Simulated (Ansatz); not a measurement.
**Cu: energy along a strain**

Cu, I4/mmm, a = 2.886 Å, c = 2.752 Å (as given, not relaxed at this level: 0.3 GPa). This isn't the element's structure at ambient conditions. Ansatz: r2SCAN, PAW, 500 eV, Γ-centred 24×24×24 mesh on 1 atom, Gaussian smearing 0.15 eV; no spin polarisation. Cell vectors (Å): -1.443 1.443 1.376; 1.443 -1.443 1.376; 1.443 1.443 -1.376. The cell is strained by x per cent times the pattern (1 1 0 0 0 0) in the order xx yy zz yz xz xy (engineering shears), with fractional coordinates held. y is the free energy over the start, V0 = 11.458 Å³/atom. Points with a strain past 8.5 % were computed too (3) and aren't used here.

| x (%) | y (meV/atom) |
| --- | --- |
| -7.50 | ? |
| -5.00 | 69.37 |
| -2.50 | 16.50 |
| 0.00 | 0.00 |
| 2.50 | 12.37 |
| 5.00 | 47.75 |
| 7.50 | 101.00 |

Task: Fit y = c1 x + c2 x² + c3 x³ to the other rows, get the stiffness along the pattern, and predict the missing energy.

Result: Least squares on the rows shown. y = −0.51967 x + 2.3445 x² − 0.064177 x³. The clamped-ion stiffness p·C·p = 2 × 23.45 eV × 160.2 / 11.458 Å³ = 656 GPa; c1 is there for the stress left in the start, which by itself gives a slope of -0.40 meV/atom per %. At x = -7.50 the fit asked for gives 162.85 meV/atom. The run gave 167.76 meV/atom, so the fit is 4.91 meV/atom too low, 2.9 % of the span of the series, against an rms of 0.24 meV/atom on the fitted rows. The row lies outside the fitted range. With a term in x⁴ added, a fit to the same known rows predicts 167.08 meV/atom, so most of the miss is curvature that the known rows already hold.

The energy rises more steeply under in-plane compression than under expansion: 69.37 against 47.75 meV/atom at 5 % strain. The pattern changes the area at fixed c, so the stiffness of 656 GPa mostly measures resistance to volume change. Compression raises the kinetic energy of the sp electrons and the overlap repulsion between nearly filled d shells, both of which grow quickly at short distance, while cohesion weakens more gently on expansion. This accounts for the negative cubic term, and probably for the cubic fit falling short at the compressed end, where the repulsive wall steepens further.

Compression also carries c/a through one, the bcc point of the Bain path, but the volume cost would mask any tetragonal softness there. With one atom per primitive cell there is no internal coordinate to relax, so the clamped-ion stiffness is also the relaxed-ion one. The positive curvature shows resistance to this strain only; it doesn't establish that the body-centred tetragonal structure is metastable against shear or transformation to fcc.
